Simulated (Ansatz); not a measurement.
**Swapping CH3 for F on Ge: the atomisation energy**

On one Ge centre that keeps Cl, n of the CH3 ligands are replaced by F. The atomisation energy (no zero-point term) y in kJ/mol at CCSD(T)/def2-TZVPP. Shapes, held fixed at every level: PBE0-D4/def2-TZVP. Programs: Ansatz 0.2.0.

```
   molecule  n  y (kJ/mol)
 Ge(CH3)3Cl  0        5011
Ge(CH3)2ClF  1        3943
Ge(CH3)ClF2  2           ?
     GeClF3  3        1757
```

Problem. Fit y = c + s·n to the known rows and predict Ge(CH3)ClF2.

Solution. 
1. Means of the 3 rows: n = 1.33333, y = 3570.3.
2. Σ(Δn)² = 4.6667, Σ(Δn·Δy) = -5067.3, so the slope is -5067.3/4.6667 = -1085.8.
3. Intercept: 3570.3 − (-1085.8) × 1.33333 = 5018.0. The largest residual of the fit is 11.
4. Ge(CH3)ClF2: 5018.0 + (-1085.8) × 2 = 2846 kJ/mol.

The run gave 2863 kJ/mol, so the prediction is off by -17 kJ/mol, more than the scatter of the fit. The steps per swap are -1068, -1080, -1106 kJ/mol. The slope is the difference between a Ge–F and a Ge–CH3 bond with the ligands’ own bonds. Other levels give for Ge(CH3)ClF2: PBE0-D4/def2-TZVPP 2902; MP2/def2-TZVPP 2950; CCSD/def2-TZVPP 2814 kJ/mol. Relativity is left out for Ge unless named. Correlated rows may include outer-core shells of Ge, which these sets cover unevenly.

The steep fall in atomisation energy doesn't mean that fluorine weakens the bonding at germanium. Each swap removes a methyl group whose C–H bonds count towards the total, while fluorine brings no internal bonds. The Ge–F bond, strong because it is highly polar, is normally stronger than Ge–C but recovers only part of that loss.

The steps also grow steadily, from -1068 to -1106 kJ/mol, so the ligand contributions are nearly but not strictly additive. The straight line therefore misses the omitted molecule through systematic curvature rather than random scatter. In electronic energy, each mixed member is slightly favoured over the average of its two neighbours. This probably reflects competition for electron density: the first fluorine draws on a germanium centre still supplied by electron-releasing methyl groups, whereas later ones meet a more positive centre and gain less. Whether fluorination is favourable in practice doesn't follow from these totals, since that depends on the fluorine source and the methyl-containing by-product.
